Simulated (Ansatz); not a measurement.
**Ta: Grüneisen parameters and expansion**

Method: Ansatz 0.2.0, DFT PBEsol, scalar-relativistic, plane waves, PAW. Settings: 420 eV plane-wave cutoff, Γ-centred 20×20×20 mesh, Fermi-Dirac smearing of 0.15 eV. No spin polarisation. Phonons by linear response, acoustic sum rule imposed.

The cell, relaxed at this level:
```cif
data_structure
_symmetry_space_group_name_H-M 'Fm-3m'
_symmetry_Int_Tables_number 225
_cell_length_a 4.1786
_cell_length_b 4.1786
_cell_length_c 4.1786
_cell_angle_alpha 90.000
_cell_angle_beta 90.000
_cell_angle_gamma 90.000
_cell_volume 72.96
loop_
_atom_site_label
_atom_site_type_symbol
_atom_site_symmetry_multiplicity
_atom_site_Wyckoff_symbol
_atom_site_fract_x
_atom_site_fract_y
_atom_site_fract_z
_atom_site_occupancy
Ta1 Ta 4 a 0.00000 0.00000 0.00000 1
```

In a metal, frequencies depend on the k mesh and the smearing, soft modes most. Some empty bands missed the eigensolver's threshold. Spin–orbit coupling is left out, which matters for heavy elements.

Phonons on a 2×2×2 q mesh at 0.98, 1 and 1.02 times the equilibrium volume give γ = −d ln ν/d ln V, modes matched by rank. The cell has V = 18.24 Å³ with 1 atom and B = 201 GPa. Points of the mesh (fractions of the reciprocal vectors) with their weights out of 8; the acoustic modes at Γ are left out:

```tsv
q	weight	ν (cm⁻¹)	γ	degeneracy
0.00 0.00 -0.50	4	38	0.72	2
0.00 0.00 -0.50	4	191	2.07	1
0.00 -0.50 -0.50	3	113	1.89	2
0.00 -0.50 -0.50	3	153	2.12	1
```

Question: Work out the volume expansion coefficient at 50, 100, 300 and 800 K in Grüneisen's theory.

Answer: Each mode holds c = k_B x² eˣ/(eˣ − 1)², x = hcν/k_BT (k_B = 0.695 cm⁻¹/K). Weighted over the mesh, C_V = Σ c, γ̄ = Σ cγ/C_V and α_V = γ̄ C_V/(BV):
| T (K) | C_V (k_B a cell) | γ̄ | α_V (10⁻⁶/K) |
| --- | --- | --- | --- |
| 50 | 1.39 | 1.16 | 6.0 |
| 100 | 2.11 | 1.40 | 11.1 |
| 300 | 2.55 | 1.50 | 14.4 |
| 800 | 2.61 | 1.51 | 14.9 |

The classical limit of C_V is 3n = 3 k_B, less the 3/8 k_B of the three modes left out, which leaves C_V and α_V about 12 % low even at high temperature. All γ are positive, so the crystal expands at every temperature. For a cubic crystal the linear coefficient is a third of α_V. A mesh this coarse misses long acoustic waves, so the low-temperature rows are rough; B and γ are held at their static values, and the electrons' part is left out.

Question: The zero-point energy of the cell, summed on a denser interpolated mesh, is 19.916, 19.176 and 18.443 meV at the three volumes. How far does it expand the lattice at 0 K?

Answer: P_zp = −dE_zp/dV = 1.473 meV / (0.730 Å³) × 0.16022 GPa Å³/meV = 0.323 GPa, so ΔV/V = P_zp/B = 0.16 %. This share is taken off a measured low-temperature volume before it is compared with a static calculation.

This fcc form isn't the element's structure at ambient conditions.

Cost: 6 runs of about 4.8 core-minutes in all, on Arm Neoverse V1 (shared hosts).

The rise of the mean Grüneisen parameter from 1.16 at 50 K to 1.51 at 800 K reflects which modes are thermally active. The soft transverse pair at 38 cm⁻¹ carries most of the heat capacity at the lowest temperature but has a γ of only 0.72; the stiffer modes, with γ between 1.89 and 2.12, join in on warming. The soft pair shears neighbouring close-packed planes against each other, which does stretch and compress the bonds between the planes: nearest-neighbour springs alone would put it at about half the frequency of the longitudinal mode at the same point, well above 38 cm⁻¹. Its weakness probably reflects the partly filled d band, which favours bcc over fcc in group 5. Zero-point expansion weights the modes differently: each counts by its frequency, so the stiff, strongly volume-dependent vibrations dominate even at 0 K. Real frequencies at these zone-boundary points don't establish that fcc tantalum is dynamically stable, since an instability towards bcc could appear as a long-wavelength shear, and a quasi-harmonic expansion coefficient would then lose its meaning.
